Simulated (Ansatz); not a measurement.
# Calibrating wB97M-V/def2-TZVPP on B-containing molecules

The vertical ionisation energy (cation less neutral) in eV of 7 B-containing molecules: x at wB97M-V/def2-TZVPP, y at CCSD(T)/def2-TZVPP. Shapes, held fixed at every level: PBE0-D4/def2-TZVP. Programs: Ansatz 0.2.0.

```
                    molecule  x (eV)  y (eV)
                    BH3(NH3)   10.64   10.73
                   BH3(SeH2)   10.86   10.91
                    BH3(SH2)   11.03   11.09
HBS (hydrogen boron sulfide)   11.08   11.14
            BF (SMILES [B]F)   11.14       ?
    B(OH)O (oxoborinic acid)   12.30   12.39
     BOF (fluoro(oxo)borane)   13.37   13.46
```

**Question.** Fit y = c + s·x to the known rows and predict y for BF.

**Answer.** 
1. Means of the 6 rows: x = 11.5467, y = 11.620.
2. Σ(Δx)² = 5.6703, Σ(Δx·Δy) = 5.7273, so the slope is 5.7273/5.6703 = 1.0101.
3. Intercept: 11.620 − (1.0101) × 11.5467 = -0.043. The largest residual of the fit is 0.026.
4. BF: -0.043 + 1.0101 × 11.14 = 11.21 eV.

CCSD(T)/def2-TZVPP gives 11.09 eV, so the prediction is off by +0.12 eV, more than the largest residual. Uncorrected, wB97M-V/def2-TZVPP misses it by +0.05 eV, and the other rows by 0.07 on average. The line makes this one worse. Left out in turn, the other rows are missed by 0.02 eV on average, so the withheld one doesn't follow the line. Cations run unrestricted. Relativity is left out for Se. Outer-core shells of Se are correlated, in sets that cover them unevenly.

The fitted line is almost a constant upward shift, because wB97M-V lies below CCSD(T) in all six known rows, by somewhat less in the sulfur and selenium compounds than in the others. BF reverses the sign, so the correction pushes an already slightly high value further up. Its ionisation energy lies well inside the fitted range, so extrapolation isn't to blame.

The likely reason is the kind of electron removed. BF is a boron(I) species whose highest occupied orbital is a σ lone pair largely on boron, beside empty boron p orbitals of π symmetry. In the other molecules the electron comes mainly from B–H bonds or from chalcogen lone-pair and π orbitals. Ionising BF breaks up a pair that correlates strongly with those nearby empty orbitals, and the functional probably balances this loss differently from coupled cluster. The calibration therefore serves molecules like those fitted, but sharing the element boron isn't enough to make it transferable. One boron(I) molecule can't show whether the reversal is general to that oxidation state.
